Q: In this table one hydrogen of GeH₃⁻ is drawn away from germanium along their bond, while the GeH₂ left behind keeps its shape. Energies are counted from separate GeH₂ and H⁻, and negative means bound. Where does the hydrogen sit best, and do the levels of theory agree?

Interaction energies of GeH₂ and H⁻ in singlet GeH₃⁻ were computed with PySCF 2.14.0, with counterpoise correction and frozen cores, on a rigid scan from the PBE0-D3(BJ)/def2-SVPD geometry. The large basis is aug-cc-pVTZ; CCSD(T) less MP2 is taken in aug-cc-pVDZ. The limit estimate adds this difference to MP2 extrapolated from both basis sets by the inverse-cube rule.

```tsv
contact distance (Å)	ccsd t limit estimate (kcal/mol)	mp2 large basis (kcal/mol)	hartree fock large basis (kcal/mol)	ccsd t less mp2 (kcal/mol)
1.454	-77.88	-81.46	-70.44	5.110
1.534	-81.09	-84.65	-74.01	4.930
1.615	-81.82	-85.30	-74.98	4.700
1.777	-78.76	-81.89	-72.07	4.140
2.019	-69.14	-71.42	-62.20	3.040
2.422	-51.78	-52.18	-44.13	0.870
3.230	-28.24	-25.41	-20.45	-2.750
```

A: They agree: the row at 1.615 Å is the lowest for Hartree-Fock, for MP2 and for the coupled-cluster estimate. Its neighbours lie at 1.534 and 1.777 Å, so the table places the minimum near 1.6 Å and doesn't resolve small shifts between the levels.

The column "ccsd t limit estimate" is the best figure here. It takes the MP2 energy extrapolated to a complete basis and adds the difference between CCSD(T) and MP2 found in the small basis. At the minimum it gives a binding of about 82 kcal/mol. That is the strength of a covalent bond, and this is an ordinary Ge–H bond, pulled apart so that both of its electrons leave with the hydrogen.

Q: What drives the hydrogen back when I push it in or pull it out?

A: Two large effects oppose each other. GeH₂ has an empty p orbital on germanium, and the hydride donates its electron pair into it. This orbital mixing, together with the electrostatic attraction between the parts, pulls the hydride in. Pauli repulsion pushes it out, because the filled shells of the two parts can't share the same space.

All these effects grow as the parts approach, but the repulsion follows the overlap of the filled shells and so changes most steeply. An energy partition of the same structures shows the balance. Going in from 1.615 to 1.454 Å, the repulsion rises by 74 kcal/mol, while electrostatics and orbital mixing return only 69. The inner wall is what remains of two much larger changes.

Going out to 2.422 Å, the attraction weakens by 190 kcal/mol and the repulsion by only 159. The difference is close to the 30 kcal/mol by which the coupled-cluster energy rises. So close a match is partly luck: the correlation term of the partition weakens by another 4 kcal/mol, and the partition belongs to MP2 without the correction for basis superposition.

Q: Hartree-Fock leaves out electron correlation. How much of the bond does it still give?

A: At the minimum it gives 75 of the 82 kcal/mol, or 92 percent. That is a lot for a method that often does badly on bond energies, and the reason lies in how the bond is split. Count the electron pairs: GeH₃⁻ has only paired electrons, and so have GeH₂ and H⁻. The bond pair isn't broken, it becomes the pair of the hydride.

Hartree-Fock describes the motion of two electrons within a pair poorly, because it lets each of them feel only the average of the other. With as many pairs before the split as after it, much of this error cancels in the difference. This argument comes from general theory; the table agrees with it but doesn't prove it.

Q: What would change if I counted from GeH₂⁻ and a neutral hydrogen atom instead?

A: The minimum would stay where it is, because the molecule is the same at each distance. Only the zero of energy would move, by the energy change when one electron passes from H⁻ to GeH₂. Yet Hartree-Fock would do worse. The bond pair would now be broken, its correlation energy would be lost on splitting, and a method that never had this energy would make the bond too weak.

The same count helps with a neighbouring case. When a closed-shell ion leaves an acceptor with its electron pair intact, Hartree-Fock can be expected to give a fair first curve. When a bond breaks into two radicals, correlation belongs in the calculation from the start.

Q: The part that Hartree-Fock lacks hardly changes along the table. Is it dispersion, and could I simply add it as a constant?

A: Dispersion is a poor name for it. Between well-separated electron clouds, dispersion falls as the inverse sixth power of the distance, so going from 1.615 to 3.230 Å would divide it by 64. Here the gap between Hartree-Fock and the estimate goes from 6.8 to 7.8 kcal/mol instead. The power law isn't made for clouds that overlap this strongly, so the comparison is no strict test. It shows only that the gap doesn't follow the law for separate clouds in this range.

As for the constant, try it against a scaling factor:

$$E \approx E_{\mathrm{HF}} + c \qquad\text{or}\qquad E \approx k\,E_{\mathrm{HF}}$$

Here $E$ is the coupled-cluster estimate and $E_{\mathrm{HF}}$ the Hartree-Fock energy. Least squares over the six rows up to 2.422 Å gives $c=-7.11$ kcal/mol, which is just the mean gap, and $k=1.104$. The row at 3.230 Å took no part in the fit: its electrons were all kept paired, and whether that is still the right state there hasn't been tested.

For that row the constant predicts

$$-20.45-7.11=-27.56\ \text{kcal/mol},$$

against −28.24 in the table. The factor predicts only −22.6. Correlation therefore doesn't shrink in step with the Hartree-Fock binding, which is why the Hartree-Fock share drops to 72 percent at this distance.

Don't take the constant for a law, though. In the small basis, the correlation part from CCSD(T) grows from 2.7 kcal/mol at the minimum to 6.1 at 2.422 Å. Over the same stretch, what MP2 gains from completing the basis shrinks from 4.4 to 1.4. The two trends happen to offset each other. Far enough out, if the parts do end as GeH₂ and H⁻, the gap has to vanish together with the binding.

Q: MP2 includes correlation. Why does it bind too strongly near the minimum, but not far out?

A: Look at the column "ccsd t less mp2", where a positive value means that MP2 binds too strongly. It stands at 4.7 kcal/mol at the minimum, falls with each step outward and reaches −2.75 in the last row. Up to 2.422 Å, most of this fall appears already when single and double excitations are treated by coupled cluster instead of second-order perturbation theory. The triple excitations add little to it. The trouble is thus mainly in how MP2 treats the electron pairs.

A likely source is the separate parts. The two electrons of H⁻ are loosely held, and MP2 recovers only part of their correlation. In GeH₂ a lone pair lies close to an empty orbital, which can cause a similar shortfall. If MP2 misses more in the parts than in the molecule, the bond looks too strong. As the hydrogen moves out, the electron pairs come to resemble those of the free parts, and the error cancels better. The numbers fit this account but don't test it.

Cancellation alone would bring the error to zero, not past it. The change of sign may come from a second electronic arrangement, GeH₂⁻ next to a neutral hydrogen atom, which mixes in as the bond stretches. MP2 starts from a single closed-shell arrangement and handles such mixing badly. The weight of single excitations in the coupled-cluster wavefunction does rise up to 2.422 Å, which is a hint but no proof. The proper test would be a calculation that treats both arrangements on an equal footing.

Q: If I can afford only MP2, should I at least use the larger basis?

A: Near the minimum that makes the answer worse. With the larger basis, MP2 binds by 85.3 kcal/mol, about 3.5 more than the estimate. With the small basis it stays within about 0.6 kcal/mol of the estimate in all six rows up to 2.422 Å.

The small basis wins because two errors cancel. At the minimum it lacks 4.4 kcal/mol of the MP2 binding, while MP2 itself binds too strongly by 4.7. A better basis removes the first error and lays the second bare. Agreement with a good reference thus says little about a method until you know what happens when the basis grows.

Q: Which digits can I trust, and what is the result good for?

A: At the minimum, expect the 82 to hold within a kcal/mol or two for this model, which leaves out the correlation of the inner electrons, and ignore the decimals. The last step of the basis extrapolation alone is worth 1.2 kcal/mol there, and the correction from MP2 to CCSD(T) is known only in the small basis. The order of the levels near the minimum is safe: Hartree-Fock binds least, MP2 most, and the gaps are several kcal/mol wide.

At 2.422 Å be more careful with the correction. It is only 0.9 kcal/mol, and MP2 shifts by as much between the small and the large basis, so even the sign is open. In the last row I would trust the general course of the curve more than the exact value, because of the untested electronic state.

Before you compare with a measured reaction energy, remember what these numbers are. They are electronic energies without vibration or temperature, and GeH₂ is held in the shape that it has in the molecule. Letting it relax would take about 0.5 kcal/mol off the binding.

Germanium hydrides are precursors for the germanium and silicon–germanium films used in transistor channels. For modelling their gas-phase chemistry, the table warns that the choice of method can shift the energy of a Ge–H bond by several kcal/mol. It gives no barrier for a reaction on a growing film, since an isolated anion is not a surface.
